# Notes: slow and fast limits of unequal two-site exchange, for ²³Na⁺ free and bound to 18-crown-6

## Premises and conventions

Site A is solvated Na⁺ and site B is Na⁺ in the crown. My assumptions are these.

1. The solution is at chemical equilibrium. A jump is instantaneous, memoryless and carries the transverse magnetisation along unchanged. The pseudo-first-order rates are $k_{AB}$ (A→B) and $k_{BA}$, in s⁻¹. Dissociative exchange gives $k_{AB}=k_{\rm on}[\mathrm C]$, $k_{BA}=k_{\rm off}$, with C the free crown. Direct interchange of cations adds $k_2[\mathrm{NaC^+}]$ and $k_2[\mathrm{Na^+}]$ respectively.
2. In each site the transverse magnetisation decays with a single rate, $R_A$ or $R_B$ (short for $R_{2A}$, $R_{2B}$). For ²³Na, spin 3/2 and relaxed by the quadrupole coupling, this needs extreme narrowing, $\omega_0\tau_c\ll1$, and residence times much longer than the correlation time $\tau_c$.
3. A hard pulse acts on a fully relaxed sample, so $M(0)=(p_A,p_B)^T$ after normalisation, and both sites are detected equally from $t=0$.

$M_j$ is the complex transverse magnetisation in the rotating frame, with the sense chosen so that an isolated site evolves as $e^{\mu_jt}$, $\mu_j=i\omega_j-R_j$, and the offset $\omega_j$ (rad s⁻¹) increases with the chemical shift $\delta$. A rate $R$ means a Lorentzian full width $R/\pi$ in Hz.

Equilibrium requires $p_Ak_{AB}=p_Bk_{BA}$, which both mechanisms satisfy. With $p_A+p_B=1$ and $k\equiv k_{\rm ex}=k_{AB}+k_{BA}$,
$$k_{AB}=p_Bk,\qquad k_{BA}=p_Ak .$$
Abbreviations: $\Delta\omega=\omega_B-\omega_A$, $\Delta R=R_B-R_A$, $D=\mu_B-\mu_A=i\Delta\omega-\Delta R$, $c=p_Ap_B$, $\epsilon=p_B-p_A$. Note $\epsilon^2+4c=(p_A+p_B)^2=1$.

## Exact eigenvalues

Adding the loss and gain by jumps to the Bloch equation of each site gives the Bloch–McConnell equation $\dot M=LM$,
$$L=\begin{pmatrix}\mu_A-k_{AB}&k_{BA}\\ k_{AB}&\mu_B-k_{BA}\end{pmatrix}.$$
I measure eigenvalues from the population average $\bar\mu=p_A\mu_A+p_B\mu_B=i\bar\omega-\bar R$, so $\mu_A=\bar\mu-p_BD$, $\mu_B=\bar\mu+p_AD$ and $\lambda=\bar\mu+x$. Then $\det(L-\lambda)=0$ reads
$$[x+p_B(D+k)]\,[x-p_A(D-k)]-ck^2=0 .$$
The coefficient of $x$ is $p_B(D+k)-p_A(D-k)=k+\epsilon D$, and the constant is $-c(D^2-k^2)-ck^2=-cD^2$:
$$x^2+(k+\epsilon D)\,x-cD^2=0, \tag{1}$$
$$x=\tfrac12\left[-(k+\epsilon D)\pm\sqrt Q\right],\qquad Q=(k+\epsilon D)^2+4cD^2=k^2+2\epsilon kD+D^2 . \tag{2}$$
$Q$ is symmetric in $k$ and $D$, so equally $Q=G^2+4ck^2$ with $G=D+\epsilon k=L_{BB}-L_{AA}$. Each mode has rate $-\mathrm{Re}\,\lambda$ and frequency $\mathrm{Im}\,\lambda$. The spins enter (1) only through the complex difference $D$, so the scale that $k$ competes with is $|D|=\sqrt{\Delta\omega^2+\Delta R^2}$, not $|\Delta\omega|$ alone.

## Amplitudes and spectrum

For distinct roots $x_1,x_2$ the signal is $s(t)=M_A+M_B=a_1e^{\lambda_1t}+a_2e^{\lambda_2t}$. Two conditions fix the amplitudes: $s(0)=1$, and $\dot s(0)=(1,1)L\,M(0)=\bar\mu$, because the exchange terms in each column of $L$ sum to zero. Hence $a_1+a_2=1$, $a_1x_1+a_2x_2=0$, and
$$a_1=\frac{x_2}{x_2-x_1},\qquad a_2=\frac{x_1}{x_1-x_2}. \tag{3}$$
The spectrum is $S(\omega)=\mathrm{Re}\int_0^\infty s(t)e^{-i\omega t}dt=\mathrm{Re}\sum_ja_j/(\sigma-x_j)$ with $\sigma=i\omega-\bar\mu$. Over a common denominator the numerator is $\sigma-(a_1x_2+a_2x_1)$. Since $a_1x_2+a_2x_1=(x_1+x_2)-(a_1x_1+a_2x_2)=-(k+\epsilon D)$,
$$S(\omega)=\mathrm{Re}\,\frac{\sigma+k+\epsilon D}{\sigma^2+(k+\epsilon D)\sigma-cD^2}. \tag{4}$$
The $a_j$ are complex. A mode with amplitude $|a|e^{i\phi}$ and rate $R$ contributes $|a|(R\cos\phi+u\sin\phi)/(R^2+u^2)$, $u$ being the offset from its eigenfrequency. Setting the derivative to zero gives $u^2\sin\phi+2Ru\cos\phi-R^2\sin\phi=0$, whose root near the centre is
$$u_{\max}=R\tan(\phi/2). \tag{5}$$
So an eigenfrequency and a peak maximum are different things.

## Slow exchange

I write $\lambda_A=L_{AA}+y$. The trace fixes $\lambda_B=L_{BB}-y$, and the determinant gives $-y(G-y)-k_{AB}k_{BA}=0$, that is $y=-ck^2/(G-y)$. Iterating from $y=0$ selects the root that vanishes with the coupling:
$$y=-\frac{ck^2}{G}+\frac{c^2k^4}{G^3}-\dots$$
Let $G=i\Delta\omega-\Gamma$, where $\Gamma=(R_B+k_{BA})-(R_A+k_{AB})$ is the difference of the lifetime-broadened rates. Then $-1/G=(\Gamma+i\Delta\omega)/(\Delta\omega^2+\Gamma^2)$, and the first term gives
$$R_A'=R_A+k_{AB}-\frac{k_{AB}k_{BA}\,\Gamma}{\Delta\omega^2+\Gamma^2},\qquad \omega_A'=\omega_A+\frac{k_{AB}k_{BA}\,\Delta\omega}{\Delta\omega^2+\Gamma^2},$$
$$R_B'=R_B+k_{BA}+\frac{k_{AB}k_{BA}\,\Gamma}{\Delta\omega^2+\Gamma^2},\qquad \omega_B'=\omega_B-\frac{k_{AB}k_{BA}\,\Delta\omega}{\Delta\omega^2+\Gamma^2}. \tag{6}$$
The omitted term is smaller than the kept one by $ck^2/|G|^2$. If also $|\Gamma|\ll|\Delta\omega|$, (6) reduces to the short form:

**rates $R_A+k_{AB}$ and $R_B+k_{BA}$, and each eigenfrequency pulled inward by $k_{AB}k_{BA}/|\Delta\omega|$.**

Each line is broadened by the rate of leaving its site, so the minor line gains the larger broadening, while the pull is the same for both.

Now the amplitudes. To first order in $k$, $x_A=-p_B(D+k)$ and $x_B=p_A(D-k)$, so (3) gives $a_A=p_A(D-k)/(D+\epsilon k)$. Expanding, with $1+\epsilon=2p_B$ and $a_B=1-a_A$,
$$a_A\simeq p_A\left(1-\frac{2k_{AB}}{D}\right),\qquad a_B\simeq p_B\left(1+\frac{2k_{BA}}{D}\right).$$
Since $-1/D=(\Delta R+i\Delta\omega)/|D|^2$, the phases are $\phi_A\simeq2k_{AB}\Delta\omega/|D|^2$ and $\phi_B\simeq-2k_{BA}\Delta\omega/|D|^2$. By (5) both maxima move further inward, by
$$|u_A|\simeq\frac{(R_A+k_{AB})\,k_{AB}|\Delta\omega|}{|D|^2},\qquad |u_B|\simeq\frac{(R_B+k_{BA})\,k_{BA}|\Delta\omega|}{|D|^2}. \tag{7}$$
These are of the same order as the eigenvalue pull. For $|\Delta R|,|\Gamma|\ll|\Delta\omega|$ the total inward displacement of maximum A is $k_{AB}(k+R_A)/|\Delta\omega|$ and that of B is $k_{BA}(k+R_B)/|\Delta\omega|$, so the maxima do not move equally.

The tail of the neighbour adds a higher-order term. Near B, line A contributes $p_A(R_A'+\phi_Av)/v^2$ with $v=\omega-\omega_A'\approx\Delta\omega$ and $\phi_A\approx 2k_{AB}/\Delta\omega$. Its slope is $-2p_A(R_A'+k_{AB})/\Delta\omega^3$. Dividing by the curvature $2p_B/R_B'^3$ of the top of B gives an inward displacement
$$\frac{p_A}{p_B}\,\frac{R_B'^3\,(R_A'+k_{AB})}{|\Delta\omega|^3}. \tag{8}$$

As a test I take $p_A=p_B$, $R_A=R_B=0$, $u=\omega-\bar\omega$. Equation (4) becomes $S=\tfrac14k\Delta\omega^2/[(\tfrac14\Delta\omega^2-u^2)^2+k^2u^2]$, with maxima at $u=\pm\tfrac12\sqrt{\Delta\omega^2-2k^2}$, whereas (2) puts the eigenfrequencies at $\pm\tfrac12\sqrt{\Delta\omega^2-k^2}$. The leading pulls are $k^2/2|\Delta\omega|$ and $k^2/4|\Delta\omega|$. Equations (6) and (7) contribute $k^2/4|\Delta\omega|$ each, which reproduces both.

## Fast exchange

For $k\gg|D|$ one root of (1) is small. I rearrange to $x_1=cD^2/(k+\epsilon D+x_1)$, expand the denominator in $(\epsilon D+x_1)/k$ and insert $x_1\simeq cD^2/k$ on the right:
$$x_1=\frac{cD^2}{k}\left[1-\frac{\epsilon D}{k}+(\epsilon^2-c)\frac{D^2}{k^2}+\dots\right],\qquad x_2=-k-\epsilon D-x_1 .$$
The second mode decays at about $k$ and, from (3), has amplitude $a_2\simeq cD^2/k^2$. It is weak and very broad, so one line remains, with $a_1\simeq1$. Using
$$D^2=\Delta R^2-\Delta\omega^2-2i\Delta\omega\Delta R,\qquad D^3=\Delta R(3\Delta\omega^2-\Delta R^2)-i\Delta\omega(\Delta\omega^2-3\Delta R^2),$$
the real and imaginary parts of $\lambda_1=\bar\mu+x_1$ give
$$R_{\rm obs}=\bar R+\frac{c(\Delta\omega^2-\Delta R^2)}{k}+\frac{\epsilon c\,\Delta R(3\Delta\omega^2-\Delta R^2)}{k^2}+\dots$$
$$\omega_{\rm obs}=\bar\omega-\frac{2c\,\Delta\omega\Delta R}{k}+\frac{\epsilon c\,\Delta\omega(\Delta\omega^2-3\Delta R^2)}{k^2}+\dots \tag{9}$$
For $|\Delta R|\ll|\Delta\omega|\ll k$ the short form follows:

**one line at $p_A\omega_A+p_B\omega_B$ with $R_2=p_AR_A+p_BR_B+p_Ap_B\Delta\omega^2/k_{\rm ex}$.**

The $1/k$ term of the frequency displaces the line toward the more slowly relaxing site. The $1/k^2$ term displaces it toward the major site when $\Delta\omega^2>3\Delta R^2$. If $|\Delta R|>|\Delta\omega|$, the $1/k$ term of the rate is negative and the line is narrower than the average $\bar R$. For $\Delta R=0$ the cubic term is a pure frequency shift, and with $\epsilon^2-c=1-5c$ the exchange broadening is $(c\Delta\omega^2/k)\,[1-(1-5c)\Delta\omega^2/k^2+\dots]$.

## Range of validity

With $z=k/D$, $Q=D^2(1+2\epsilon z+z^2)$ vanishes at $z=-\epsilon\pm2i\sqrt c$, and $|z|^2=\epsilon^2+4c=1$. These are the branch points of $\sqrt Q$, and they lie on the unit circle. The eigenvalue series in $k/D$ therefore converges for $k<|D|$ and the series in $D/k$ for $k>|D|$, whatever the populations. The eigenvalues actually meet only if $G^2=-4ck^2$, which for real $k$ means $\Gamma=0$ and $|\Delta\omega|=2\sqrt{k_{AB}k_{BA}}$. There (3) is singular, while (4) stays finite.

- The slow short form needs $k\ll|D|$ and $|\Gamma|\ll|\Delta\omega|$. The pull is then good to relative terms $\Gamma^2/\Delta\omega^2$ and $ck^2/|G|^2$. It describes eigenfrequencies. Peak maxima need (7), and a broad minor line needs (8) as well.
- The fast short form needs $k\gg|D|$ and $|\Delta R|\ll|\Delta\omega|$. The leading relative corrections to the exchange broadening are $-\Delta R^2/\Delta\omega^2$, $3\epsilon\Delta R/k$ and $-(1-5c)\Delta\omega^2/k^2$.
- For $k\sim|D|$ I use (4), which is exact within the premises.
- Outside extreme narrowing, but still in the motional-narrowing regime of an isotropic liquid, the spin-3/2 signal is the sum of a central component (40 %) and a satellite component (60 %), each with its own $\mu_A,\mu_B$. Each obeys the equations above separately.
- A third sodium species, such as an ion pair with its own shift, breaks the two-site premise unless it equilibrates quickly with one of the two sites.

## Numerical illustration

All inputs are illustrative, chosen to lie in the ranges typical of Na⁺ and 18-crown-6 in a polar organic solvent such as methanol near room temperature. The ²³Na frequency at 9.4 T is approximately 105.8 MHz. I take $\delta_B-\delta_A=-10$ ppm, so $\Delta\nu=-1058$ Hz and $\Delta\omega=-6648$ rad s⁻¹. The rates are $R_A=60$ s⁻¹ and $R_B=600$ s⁻¹ (widths 19 and 191 Hz), and $p_A=0.7$, $p_B=0.3$. Then $c=0.21$, $\epsilon=-0.4$, $\Delta R=540$ s⁻¹, $|D|=6670$ s⁻¹ and $\Delta R^2/\Delta\omega^2=0.0066$.

Premise 2 first. With $\omega_0=6.65\times10^8$ rad s⁻¹ and a typical $\tau_c\approx50$ ps for the complex, $\omega_0\tau_c=0.033$. The second-order quadrupolar (dynamic) frequency shift is of order $R_B\omega_0\tau_c/2\pi\approx3$ Hz. That rivals the pulls below, but it does not depend on $k$ and counts as part of $\omega_B$.

**Slow case**, $k=1000$ s⁻¹: $k/|D|=0.15$, $k_{AB}=300$ s⁻¹, $k_{BA}=700$ s⁻¹, $\Gamma=940$ s⁻¹, $\Gamma^2/\Delta\omega^2=0.020$, $ck^2/|G|^2=0.0047$.

| Hz | short form | eq. (6) | exact, eq. (2) |
|---|---|---|---|
| width of mode A | 114.6 | 113.2 | 113.2 |
| width of mode B | 413.8 | 415.2 | 415.2 |
| inward pull of eigenfrequency | 5.03 | 4.93 | 4.95 |

The maxima behave differently. Equation (7) adds 2.6 Hz for A and 21.6 Hz for B, giving 7.5 and 26.6 Hz together with (6). Locating the maxima of (4) numerically gives 7.4 and 29.0 Hz. Equation (8), with the rates $R_A+k_{AB}$ and $R_B+k_{BA}$, supplies 1.8 Hz of the gap for B. The maximum of the bound line thus moves almost six times as far as its eigenfrequency, and a rate must not be read from peak positions with the short form.

**Fast case**, $k=10^5$ s⁻¹, chosen so that $k_{BA}=7\times10^4$ s⁻¹ falls in the range $10^4$ to $10^5$ s⁻¹ typical of decomplexation in such solvents near room temperature: $|D|/k=0.067$, $\bar R=222$ s⁻¹ (70.7 Hz), and the average position is $-317.4$ Hz from A. The short-form exchange term is $c\Delta\omega^2/k=92.8$ s⁻¹, or 29.5 Hz.

| Hz | short form | (9) to $1/k$ | (9) to $1/k^2$ | exact, eq. (2) |
|---|---|---|---|---|
| width | 100.2 | 100.0 | 99.8 | 99.8 |
| shift from $\bar\omega/2\pi$, toward A | 0 | 2.40 | 2.78 | 2.79 |

The second mode has $|a_2|\simeq c|D|^2/k^2=9\times10^{-4}$, and the phase of $a_1$ moves the maximum by less than 0.01 Hz. A population read from the averaged shift would come out low in $p_B$ by 0.0026.

These numbers are the model's, not those of a particular solution. The fast case uses inputs chosen to be typical, and a line of about 100 Hz is of the usual size for partly complexed Na⁺. The slow case keeps room-temperature $R_A$ and $R_B$, although in methanol such a rate is typically reached only on cooling, where the quadrupolar widths are typically several times larger, so the model's slow-case widths are too small by a factor that can reach several for the bound line. With both intrinsic rates five times larger, $\Gamma=3100$ s⁻¹ and the pull in (6) lies 18 % below the short form.